**Q:** I have the same ZrRh₃ cell calculated at five wave cutoffs, each compared with a calculation at 600 eV. What does the cutoff limit, and why is the energy too high in every row?

ZrRh3 in a strained 4-atom cell (15.07 Å³ per atom) with fixed, randomly displaced atoms, compared with a 600 eV cutoff. Ansatz 0.2.0, plane-wave PAW, scalar-relativistic PBEsol, no spin polarisation, Gamma-centred 8×8×8 k mesh, Gaussian smearing of 0.1 eV. Energies are taken at zero smearing; pressures are positive in compression and corrected for the finite cutoff.

| wave cutoff (eV) | energy less reference (meV/atom) | pressure less reference (GPa) | largest force change (eV/Å) | plane waves at gamma |
| --- | --- | --- | --- | --- |
| 200 | 8560 | 8.16 | 0.445 | 389 |
| 250 | 1200 | 5.96 | 0.131 | 521 |
| 300 | 133 | -0.533 | 0.0192 | 739 |
| 350 | 12.7 | -0.038 | 0.00342 | 903 |
| 420 | 1.69 | 0.016 | 0.00012 | 1197 |

**A:** The orbitals are built by adding plane waves, and the cutoff is the kinetic energy of the shortest wave allowed. A low cutoff therefore leaves only long waves, which cannot draw a compact orbital. The electrons of a metal atom's d shell, and of the filled shells just below it that are also treated here, would like to gather close to the nucleus, where the attraction is strong. With long waves alone they stay too spread out, and the energy comes out too high.

That the error has one sign follows from the variational principle. Every wave allowed at a low cutoff is also allowed at a higher one, so a larger set can only do as well or better. The column "energy less reference" accordingly falls at every step. The argument is strict for the orbitals only: the grid that holds the electron density was refined together with the cutoff, and its error is contained in the same numbers.

**Q:** How quickly does the error go away?

**A:** Very quickly, because PAW leaves the waves only a smooth orbital to draw. The rapid oscillations near the nucleus are supplied by stored atomic functions, and a smooth orbital contains little of the really short waves. Once the waves can follow its shape, further ones have almost nothing left to correct. Between 200 and 250 eV each added wave lowers the energy by about 56 meV/atom on average. Between 350 and 420 eV it lowers it by only 0.04 meV/atom.

The pace is not uniform, though. Up to 350 eV, every additional 50 eV divides the error by 7 to 10. In the last step the factor is only about 4 for the same 50 eV. The early rows are thus a poor basis for predicting how much error is left at high cutoff.

**Q:** What do I pay for a higher cutoff, and what would change if I doubled the cell?

**A:** You pay in the number of waves, which can be counted without solving anything. The allowed waves are points on a regular lattice, and the cutoff draws a sphere around its origin. A higher cutoff widens the sphere, while a larger cell packs the points more densely.

Let k be the radius of the sphere and V the volume of the cell. Each point occupies (2π)³/V, and the sphere has the volume 4πk³/3, so the number of waves is N = Vk³/(6π²). The radius follows from the cutoff E through E = ħ²k²/2m, where m is the electron mass and ħ²/2m = 3.81 eV Å².

Take the row at 420 eV. The radius is k = √(420/3.81) = 10.5 Å⁻¹, and four atoms of 15.07 Å³ each make V = 60.3 Å³. This gives N ≈ 1180, against 1197 in the column "plane waves at gamma".

The estimate stays within 4 % of the table in all five rows. It misses a little because lattice points enter the sphere whole and in groups, while the formula treats them as a continuous cloud. Since N grows as E to the power 3/2, doubling the cutoff costs 2.8 times as many waves. Doubling the cell at the same cutoff doubles their number but leaves the energy error per atom as it was, because the shortest wave is still equally short.

**Q:** At 200 eV the energy is wrong by only 0.15 % of the total. Isn't that good enough for forces?

**A:** No, because the total energy is the wrong yardstick. Most of it is already present in the separate atoms, and it hardly matters for how the atoms attract each other. The error at 200 eV is 8.6 eV/atom, which is at least as large as the entire binding energy of such a metal.

The forces show the damage. On one of the four atoms, a force component that should be −0.25 eV/Å comes out as +0.15 eV/Å, so the atom would be pushed the wrong way. The column "largest force change" gives the worst component in each row. At 200 eV it amounts to 88 % of the largest force component in the reference, and at 250 eV still to 26 %.

The cell is well suited to this test because its atoms were displaced at random and its lattice was slightly strained. In a perfectly ordered cubic crystal of this type, symmetry makes the forces zero at any cutoff. They would then look converged even where the calculation is poor.

**Q:** Yet at 350 eV the energy is still off by 12.7 meV/atom, while the forces look fine. How can both be true?

**A:** A force is the slope of the energy as an atom moves, so it feels only the part of the error that changes with the motion. Plane waves fill the whole cell evenly and favour no position. An atom that is badly described in one place is almost equally badly described a little further on. The error travels with the atom, and a constant has no slope.

What remains comes at least partly from the surroundings. When an atom approaches a neighbour, its outer electrons change shape, and the demand for short waves changes slightly with them. The grid for the density, whose points stay put when an atom moves, can add a share that the table does not separate. At 350 eV this remainder is below 1 % of the largest reference force. At 200 eV it is nearly as large as the forces themselves, probably because the waves are too coarse even for the electrons that form the bonds.

**Q:** The energy error only shrinks, but the pressure error changes sign. Has the metal changed its state?

**A:** There is no sign of that: the Fermi level, up to which the electron states are filled, settles smoothly as the cutoff rises. Pressure is another slope, this time of the energy against volume. The variational principle keeps the energy on one side of its limit, but it places no such bound on a slope. The error may therefore approach zero from either side, or cross it. The program also corrects each pressure for the finite cutoff, and an imperfect correction could contribute to the change of sign.

In practice this sets a trap. At 250 eV the calculation reports a pressure of +3.5 GPa, a squeezed cell that wants to expand. The reference finds −2.4 GPa, a stretched cell that wants to shrink. At 300 eV the pressure error has already changed sign, so a cutoff in between could give nearly the right pressure while the energy was still wrong by more than 100 meV/atom. One good pressure is no evidence of convergence.

**Q:** Then may I subtract two energies that both carry such an error?

**A:** Yes, if the structures are similar and both were calculated at the same cutoff, which must not be too low. The pressure column lets us judge this for a change of volume. Multiplying the pressure error by a small volume change gives the error in the energy difference. At 350 eV and for 1 % of volume, that is about 0.04 meV/atom, compared with 12.7 meV/atom in each energy separately.

In every row, a volume change of 1 % alters the energy error by less than 1 % of its size. At 200 and 250 eV even that is too much: the pressure has the wrong sign there, so a slight expansion seems to lower the energy, whereas in the reference it raises it. All this relies on a correction already contained in the pressures, and it is only as good as that correction, which is not tested here. Without it, the pressure would describe a cell that carries a fixed set of waves along as it expands. Those waves would grow longer, the cutoff would in effect drop, and the energy would rise for a purely numerical reason.

The same reasoning shows what to avoid. If one volume is calculated at 350 eV and the other at 420 eV, the subtraction contains a false difference of 11 meV/atom. That is some 300 times the slip made by keeping both at 350 eV. A consistent cutoff matters more here than a high one, provided that the cutoff is high enough to describe the bonds.

**Q:** Which element forces me to such cutoffs, and which digits can I finally trust?

**A:** One cutoff serves the whole cell, so the element whose smoothed orbitals need the shortest waves decides. Rhodium is the natural suspect: its nucleus carries five more charges than that of zirconium and pulls the 4d shell in more tightly. The table cannot confirm this, since both metals are present in every row. How strongly each atom's orbitals were smoothed near the nucleus also matters, and that can reverse the order. Calculating each pure metal at the same cutoffs would settle it.

As for the digits, the four lowest cutoffs were flagged by the program as below its recommended value. At 420 eV the energy agrees with the reference to about 2 meV/atom, the pressure to about 0.02 GPa and the forces to about 0.0001 eV/Å. These are distances from the calculation at 600 eV, whose own error is untested, and they concern only the waves and the density grid. The choice of functional can shift a result by far more, and the PAW datasets used here were made for PBE, not for PBEsol.

For your own work, choose the quantity you will report, whether a force, a pressure or an energy difference. Calculate it in a slightly distorted cell at the cutoff you would like to use, at one a little higher and at one far higher. Keep the first only if the quantity stays put throughout.
